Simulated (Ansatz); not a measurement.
## Hf: the change of phonon heat capacity and phonon entropy with temperature

All results are calculated (Ansatz 0.2.0). Harmonic phonon free energy (zero-point part included), entropy and heat capacity at constant volume from interpolated force constants; periodic cell, basis, potentials, k mesh and filling as listed.

Structure of every row (space group P6_3/mmc, No. 194):
```
CELL_PARAMETERS angstrom
3.19670 0.00000 0.00000
-1.59840 2.76840 0.00000
0.00000 0.00000 5.05780
ATOMIC_POSITIONS crystal
Hf 0.33333 0.66667 0.25000
Hf 0.66667 0.33333 0.75000
```

Settings of every row: functional PBE; dispersion none; potentials PAW; wave cutoff 420 eV; density cutoff 1680 eV; k mesh 12x12x8; k shift 0x0x0; occupations fermi dirac; smearing width 0.1 eV; spin none; phonon method finite displacements; phonon supercell 2x2x2; dipole term of polar modes left out.

Limits: coarse k mesh, up to 40 meV an atom off; volume not checked for rest; no spin-orbit coupling, which can matter with elements this heavy.

```
row  temperature (K)  phonon heat capacity (k_B/atom)  phonon entropy (k_B/atom)  phonon free energy (meV/atom)
  1              100                            2.511                      2.304                          10.59
  2              300                            2.939                      5.369                         -59.66
  3              500                                ?                          ?                              ?
  4              700                            2.988                      7.886                        -294.05
  5              900                            2.993                      8.637                         -436.7
```

Question: what phonon heat capacity and phonon entropy should row 3 give?

Worked fit of phonon heat capacity. At high temperature a harmonic heat capacity falls short of its limit by a term in 1/T², so take t = (100 K / T)². The shown rows have t = 1, 0.11111, 0.02041, 0.01235. Their means are 0.28597 and 2.8578 k_B/atom; the sums about the means are S_tt = 0.6858 and S_ty = -0.3334, whose ratio is the slope. Least squares give phonon heat capacity = 2.9968 − 0.4861 × t k_B/atom. The rows lie off it by 0.000, -0.004, 0.001, 0.002. The constant, 2.9968 k_B/atom, is to be held against the harmonic limit of 3 k_B an atom. The withheld row has t = 0.04, so the fit gives 2.9968 − 0.4861 × (0.04) = 2.977 k_B/atom.

The calculation gave 2.978 k_B/atom. The fit lies 0.001 k_B/atom (0.21 % of the column's range) below it, one unit of the last digit.

Worked fit of phonon entropy. Entropy rises as the heat capacity times the change of ln T, so take t = ln(T / 300 K). The shown rows have t = -1.0986, 0, 0.8473, 1.0986. Least squares give phonon entropy = 5.3726 + 2.8854 × t + 0.08331 × t² k_B/atom; a straight line predicts inner rows, each left out in turn, worse (root mean square 0.067 against 0.027 k_B/atom). The rows lie off it by 0.001, -0.004, 0.009, -0.006 (root mean square 0.0058 k_B/atom). The slope at t = 0, 2.89 k_B/atom, estimates the heat capacity at 300 K. The withheld row has t = 0.5108, so the fit gives 5.3726 + 2.8854 × (0.5108) + 0.08331 × (0.5108)² = 6.868 k_B/atom.

The calculation gave 6.882 k_B/atom. The fit lies 0.014 k_B/atom (0.22 % of the column's range) below it; its largest miss of a shown row is 0.009 k_B/atom.

The other values of row 3: phonon free energy -166.31 meV/atom.
